Q: These are five shapes of one molecule, FCH₂–CH(SiH₃)–CH₂–SiH₂–CHF–SiH₃. Which of them is the most stable?

Gas-phase conformers of FCH₂–CH(SiH₃)–CH₂–SiH₂–CHF–SiH₃: BLYP-D3(BJ)/6-31G(d) energies at GFN2-xTB geometries (PySCF 2.14.0 and tblite 0.8.0). Free energies and weights at 298.15 K combine the DFT energies with GFN2-xTB quasi-harmonic terms. Torsions, in order: F1–C2–C3–Si4, Si4–C3–C5–Si6, C3–C5–Si6–C7, C5–Si6–C7–Si9.

```
number  torsions in degrees  GFN2-xTB energy above its lowest (kcal/mol)  DFT energy above the lowest (kcal/mol)  free energy above the lowest (kcal/mol)  weight (%)  dipole (D)
     1      (-171,71,49,51)                                        0.200                                   0.000                                    0.000       61.90       0.920
     2      (54,-75,167,56)                                        0.000                                   0.670                                    0.570       23.50       2.150
     3     (53,-75,170,177)                                        0.550                                   1.210                                    0.970       11.90       1.750
     4    (61,176,-162,-60)                                        0.160                                   2.800                                    2.250        1.40       1.700
     5    (-54,172,-171,55)                                        0.740                                   3.110                                    2.310        1.30       1.540
```

A: With the DFT energies it is row 1. Its free energy lies 0.57 kcal/mol below that of row 2, and it takes about 62% of the weight. GFN2-xTB, the cheaper method that also supplied the geometries, disagrees: it puts row 2 lowest in energy, with rows 4 and 1 close behind. I would take row 1 as the working answer, since DFT is the better founded of the two, but the disagreement has to be understood before the answer is trusted.

Q: I would have guessed that the bulky silicon groups want to be as far apart as possible. Is row 1 the stretched-out form?

A: No. Number the atoms along the chain: F1, C2, C3, then Si4 as the silyl group on C3, then C5, Si6, C7, and Si9 at the far end. The second torsion in the table tells how Si4 stands to Si6 across the C3–C5 bond. It is near 180 degrees, the roomy anti position, only in rows 4 and 5, and DFT places these two highest. Long C–Si bonds tend to make crowding less costly, so weaker electronic preferences may decide the order.

Q: Then what could hold rows 2 and 3 below rows 4 and 5?

A: Look at where F1 ends up. In rows 2 and 3 the chain folds so that F1 comes back towards Si6. The listed torsions and ordinary bond lengths give a distance of roughly 2.7 Å, well inside the sum of the van der Waals radii, which is roughly 3.6 Å. In the other three rows the same two atoms are nearly 4 Å apart or more.

Fluorine carries negative charge and silicon positive charge, and silicon can also accept some electron density from a fifth neighbour. An attraction between them is therefore well-known chemistry. That it produces the energy gap here is an argument from the shape, because the energy of the contact was not separated from the rest.

Q: Row 1 lacks this contact between F1 and Si6, yet it is lower still. Why?

A: Row 1 has something else that no other row has: F1 stands anti to the C3–Si4 bond, with a torsion of −171 degrees. Electrons in a C–Si bond are held rather loosely, and the empty antibonding orbital of a C–F bond is a good acceptor. When the two bonds are anti, these orbitals overlap well and some density flows from one to the other, which lowers the energy. This is hyperconjugation.

A simpler case is 1,2-difluoroethane, which prefers the gauche form. There each C–F bond has a C–H bond anti to it, whereas in the anti form the two C–F bonds are anti to each other, and a C–F bond is a poor donor. The rule carries over: put the best donor bond anti to the C–F bond. The size of the effect does not carry over, because the donor here is a C–Si bond.

Q: So the table proves hyperconjugation?

A: It doesn't. Row 1 is also the only conformer folded about the C5–Si6 bond, where the third torsion is 49 degrees and the other rows are close to anti. It is also the only one in which C2 stands anti to Si6 across the C3–C5 bond, as the output below the text shows. The fold also brings the second fluorine, the one on C7, back towards Si4, so some attraction between fluorine and silicon may be at work in row 1 too. These features change together, and the table cannot share out the stabilisation between them. Hyperconjugation is a plausible reason for the low energy of row 1, not a demonstrated one.

Q: How safe is the order, then? Can I use the two methods as a check on each other?

A: Yes, if you ask which changes of shape they agree on. From row 2 to row 3 essentially only the far CHF–SiH₃ end turns, and the cost is 0.54 kcal/mol with DFT and 0.55 with GFN2-xTB. Most of the molecule stays as it was, so errors in describing it can cancel.

When the backbone changes, the agreement is lost. GFN2-xTB has row 4 practically level with row 1, while DFT puts it 2.80 kcal/mol higher. Row 2 also moves, from slightly below row 1 to 0.67 above it. This spread is no error bar for DFT, because GFN2-xTB is the cruder method, but it shows that the order rests on the very interactions that are hard to get right.

Q: What does an error of that kind do to the weights?

A: Use the Boltzmann distribution. If $G_i$ is the free energy of conformer $i$ above the lowest, its share is

$$p_i=\frac{e^{-G_i/RT}}{\sum_j e^{-G_j/RT}},$$

where $R$ is the gas constant, $T$ the temperature, and $RT$ about 0.59 kcal/mol at room temperature. For row 1 this gives

$$p_1=\frac{1}{1+0.38+0.19+0.02+0.02}=0.62.$$

The formula has no fitted constant. Its agreement with the table is only a check of the arithmetic, since the tabulated weights were made in the same way.

Now suppose DFT has made row 1 too stable by 1 kcal/mol, an ordinary error for such a calculation. Its term in the sum shrinks from 1 to $e^{-1/0.59}=0.18$, while the others stay at 0.61 together. Its share becomes $0.18/(0.18+0.61)=0.23$, and row 2 leads with nearly half the weight. The free-energy lead of row 1 is smaller than an error one must allow for.

Q: And if GFN2-xTB were right about the energies?

A: Then the picture would turn over. With its energies and the same thermal terms, row 4 would lead with about 35% and row 1 would fall to about 13%. The thermal terms themselves favour rows 4 and 5, but they remove only about a fifth of the DFT gap between row 4 and row 1. What separates the two pictures is the electronic energy. The output below the text sets both sets of weights side by side.

Q: Which known faults of the DFT calculation push in a definite direction?

A: The small basis set is one. When two atoms come close, each can borrow the other's basis functions, and the contact then looks stronger than it is. This probably favours the F1–Si6 contact in rows 2 and 3. Correcting it would raise these two rows, bringing them nearer to rows 4 and 5; as far as this contact goes, it would widen the lead of row 1. But row 1 is folded as well, at the C5–Si6 bond, and may lose some stabilisation of its own, so the net effect on its lead is uncertain.

The functional may act the other way. BLYP contains no exact exchange, and functionals of this kind tend to spread electrons out too readily. If hyperconjugation is what lowers row 1, part of its lead may be exaggerated. A better functional could then bring row 2 level or put it first.

Q: Could a solvent reverse the order as well?

A: It could come close. Row 2 has a dipole of 2.15 D and row 1 only 0.92 D, and a polar solvent favours the larger dipole. For a dipole $\mu$ in a spherical cavity of radius $a$, the stabilisation in a very polar liquid is about $\mu^2/(2a^3)$ in Gaussian units. With a radius of roughly 4 Å, row 2 gains a few tenths of a kcal/mol over row 1, which is comparable with the free-energy gap between them. This is an order of magnitude, good enough to say that a gas-phase preference this small should not be carried into a polar solution unchecked.

Q: Suppose all these energies were exact. Would row 1 then be the most stable form of the molecule?

A: Only of these five. The search ended with thirteen distinct relaxed structures, and eight of them are not in the table. Even by the weights of GFN2-xTB, the five shown hold only about three quarters of the population, and the search may also have missed some shapes. Since the two methods disagree so strongly on backbone changes, a shape that GFN2-xTB ranks low in the list could still be good with DFT. A single such conformer level with row 1 in free energy would cut its share from 62% to about 38%.

Q: What calculation would settle the matter?

A: One that treats all thirteen structures with a larger basis set and a functional containing exact exchange, and relaxes the geometries at that level. The gaps between rows 1, 2 and 4 would show whether the order survives. They would not name its cause, since several features differ between these rows; for that, the fluorine–silicon contact and the hyperconjugation would have to be analysed separately. Until then the open question is whether row 1 leads because of its bonding or because of the method that describes it.

Numerical output:

```
Backbone shape, torsions in degrees and rough distance in angstrom:
  row  F1-C2-C3-Si4  C2-C3-C5-Si6  rough F1 to Si6 distance
    1          -171          -169                     4.626
    2            54            45                     2.716
    3            53            45                     2.732
    4            61           -64                     3.867
    5           -54           -68                     4.645
Thermal shift in kcal/mol and weights in percent:
  row  thermal shift against row 1  weight from DFT free energy  weight with GFN2-xTB energies and same thermal terms
    1                            0                        61.75                                                 12.91
    2                         -0.1                         23.6                                                 21.42
    3                        -0.24                        12.01                                                 10.72
    4                        -0.55                        1.385                                                 34.94
    5                         -0.8                        1.251                                                 20.02
DFT energy of row 3 less row 2, kcal/mol: 0.54
GFN2-xTB energy of row 3 less row 2, kcal/mol: 0.55
GFN2-xTB energy of row 2 less row 1, kcal/mol: -0.2
GFN2-xTB energy of row 4 less row 1, kcal/mol: -0.04
change of the row 2 to row 1 gap from GFN2-xTB to DFT, kcal/mol: 0.87
change of the row 4 to row 1 gap from GFN2-xTB to DFT, kcal/mol: 2.84
DFT energy of row 4 less row 2, kcal/mol: 2.13
share of the row 4 DFT gap removed by thermal terms, percent: 19.64
weight of row 1 if it is raised by 1 kcal/mol, percent: 22.99
weight of row 2 if row 1 is raised by 1 kcal/mol, percent: 47.51
weight of row 1 if one omitted conformer lay level with it, percent: 38.23
rough extra solvent stabilisation of row 2 over row 1, order of magnitude only, kcal/mol: 0.3732
```
